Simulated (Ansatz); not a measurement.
Isomers of C3H9AlO

2 of its isomers, all singlets with charge 0: A = `C[CH2][Al]([CH3])[OH]`; B = `CC(C)[O][AlH2]`.

Shapes, held fixed at every level: PBE0-D4/def2-TZVP. Flexible molecules stand in one conformer, not always the lowest. Programs: Ansatz 0.2.0.

A:

```xyz
14

C    -0.9978   -0.2016    1.6680
C     0.4554    0.0265    1.2489
Al    0.7636    0.1419   -0.6863
C    -0.6390   -0.0523   -2.0219
O     2.3356    0.4250   -1.2828
H    -1.6501    0.6051    1.3219
H    -1.3988   -1.1291    1.2496
H    -1.1119   -0.2633    2.7546
H     1.0918   -0.7738    1.6493
H     0.8421    0.9426    1.7146
H    -1.1132   -1.0374   -1.9587
H    -0.2529    0.0694   -3.0364
H    -1.4366    0.6828   -1.8735
H     3.0987    0.5352   -0.7184
```

B:

```xyz
14

C    -1.2297    0.3905    1.1666
C     0.1789    0.1417    0.6617
C     0.4011   -1.3150    0.3023
O     0.4390    0.9987   -0.4188
Al    0.7947    0.9929   -2.0620
H    -1.3676    1.4475    1.3998
H    -1.9611    0.1079    0.4038
H    -1.4300   -0.1944    2.0676
H     0.8821    0.4121    1.4620
H     1.4205   -1.4803   -0.0550
H    -0.2908   -1.6287   -0.4852
H     0.2385   -1.9560    1.1721
H     0.9385    2.4179   -2.7254
H     0.9728   -0.3644   -2.8608
```

Electronic energies in kJ/mol, without zero-point or thermal terms.

(1) Which isomer should be the most stable, and roughly by how much?

## Answers

(1) A < B in rising energy, over a span of 107 kJ/mol, by CCSD(T)/CBS estimate. All levels agree on that. The B − A difference spans +67.3 to +107.4 kJ/mol over the levels. The CBS estimate extrapolates MP2 from def2-TZVPP and def2-QZVPP and adds CCSD(T) − MP2 in the triple-zeta set, cores frozen.

```json
{"level": "HF/def2-SVP", "kind": "Hartree–Fock", "B − A": "+67.3"}
{"level": "PBE-D4/def2-TZVPP", "kind": "GGA", "B − A": "+107.4"}
{"level": "B3LYP-D4/def2-TZVPP", "kind": "global hybrid", "B − A": "+100.3"}
{"level": "PBE0-D4/def2-TZVPP", "kind": "global hybrid", "B − A": "+105.8"}
{"level": "MP2/def2-SVP", "kind": "perturbation theory", "B − A": "+81.1"}
{"level": "CCSD(T)/def2-SVP", "kind": "coupled cluster or CI", "B − A": "+70.9"}
{"level": "CCSD/def2-SVP", "kind": "coupled cluster or CI", "B − A": "+72.5"}
{"level": "CCSD(T)/CBS estimate", "kind": "coupled cluster or CI", "B − A": "+106.7"}
```

The hydroxide A, with ethyl and methyl groups on aluminium, lies well below the isopropoxide B, a gap far too wide for the choice of level to reverse. Both isomers contain a strong, polar Al–O bond, so that bond alone doesn't decide the order. Going from A to B exchanges an O–H, a C–H and two Al–C bonds for a C–O, a C–C and two Al–H bonds. The loss of the strong O–H bond in favour of a weaker C–O bond, with hydridic hydrogen left on aluminium, probably accounts for most of the penalty.

The spread in the gap follows the basis set more than the treatment of correlation: every def2-SVP value is well below the larger-basis results, and triples barely matter, with +72.5 for CCSD against +70.9 for CCSD(T). This suggests that the small basis describes the electron-rich hydroxide oxygen of A less well. The ordering applies to isolated monomers; three-coordinate aluminium is Lewis acidic, and association through oxygen or hydride bridges could change the gap in condensed phases.
